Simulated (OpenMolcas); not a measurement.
How methods differ on GeSiH4O2 (SMILES [OH][Ge][O][SiH3])

GeSiH4O2 has 8 atoms, charge 0, and is taken as a singlet. As SMILES, `[OH][Ge][O][SiH3]`. Geometry: relaxed at PBE0-D4/def2-TZVP. This is one conformer, not always the lowest.

```xyz
8

O     1.4101    2.5053    0.1495
Ge    1.6239    0.9026   -0.5814
O     0.0843    0.2002    0.0310
Si   -0.7151   -1.2291   -0.0566
H     0.5872    2.5773    0.6466
H    -2.0460   -1.0180   -0.6825
H     0.0486   -2.2147   -0.8727
H    -0.9008   -1.7808    1.3103
```

Quantity: the energy change with the Si4–H6 bond stretched from 1.486 to 2.674 Å, in eV. The values are calculated.

```
                                                 level                   kind     program  value (eV)  less CCSD(T)/def2-SVP  CPU time (all runs)
                            HF/def2-SVP (unrestricted)           Hartree–Fock  OpenMolcas        3.77                  +0.69                 35 s
                           SVWN5/def2-SVP (restricted)                    LDA  OpenMolcas        2.93                  -0.15                 49 s
                            BLYP/def2-SVP (restricted)                    GGA  OpenMolcas        2.87                  -0.21                 63 s
                           M06-L/def2-SVP (restricted)               meta-GGA  OpenMolcas        3.24                  +0.16              1.7 min
                           B3LYP/def2-SVP (restricted)          global hybrid  OpenMolcas        3.16                  +0.08                 72 s
                          B2PLYP/def2-SVP (restricted)          double hybrid  OpenMolcas        3.30                  +0.22                 58 s
                             MP2/def2-SVP (restricted)    perturbation theory  OpenMolcas        3.50                  +0.42                 24 s
CCSD(T)/def2-SVP (Cholesky decomposition) (restricted)  coupled cluster or CI  OpenMolcas        3.08                   0.00               16 min
```

Differences are taken from CCSD(T)/def2-SVP (Cholesky decomposition) (restricted) for orientation; it has basis-set and higher-order errors of its own. At this stretch a single reference begins to fail. All-electron rows without a relativistic Hamiltonian named are non-relativistic. The first shape isn't each level's own minimum. The values span 2.87 to 3.77 eV. In the correlated wave-function rows the outer d shell of Ge is correlated, in sets not made for it. Times are those of the runs behind each value, whatever else they computed, on shared processors of several kinds: orders of magnitude only.

Stretching the Si–H bond brings its σ and σ* orbitals closer together, so left-right correlation grows along the path. A closed-shell determinant instead keeps too much ionic character, which explains why Hartree–Fock gives the largest energy rise, 3.77 eV, and why MP2 recovers only part of the difference from CCSD(T). Although the Hartree–Fock run is labelled unrestricted, a spin-broken solution would normally relieve this error, so it probably stayed on the closed-shell solution.

Semilocal exchange mimics some left-right correlation, consistent with the low LDA and BLYP values. From BLYP through B3LYP and B2PLYP to Hartree–Fock the energy rises with the share of exact exchange, but M06-L breaks any simple ordering by that share: it has none, yet lies above B3LYP. B3LYP's closeness to CCSD(T), +0.08 eV, may therefore owe something to error cancellation and doesn't establish its accuracy along the whole curve. Nor are these energies bond dissociation energies, since the fragments still interact at this separation.
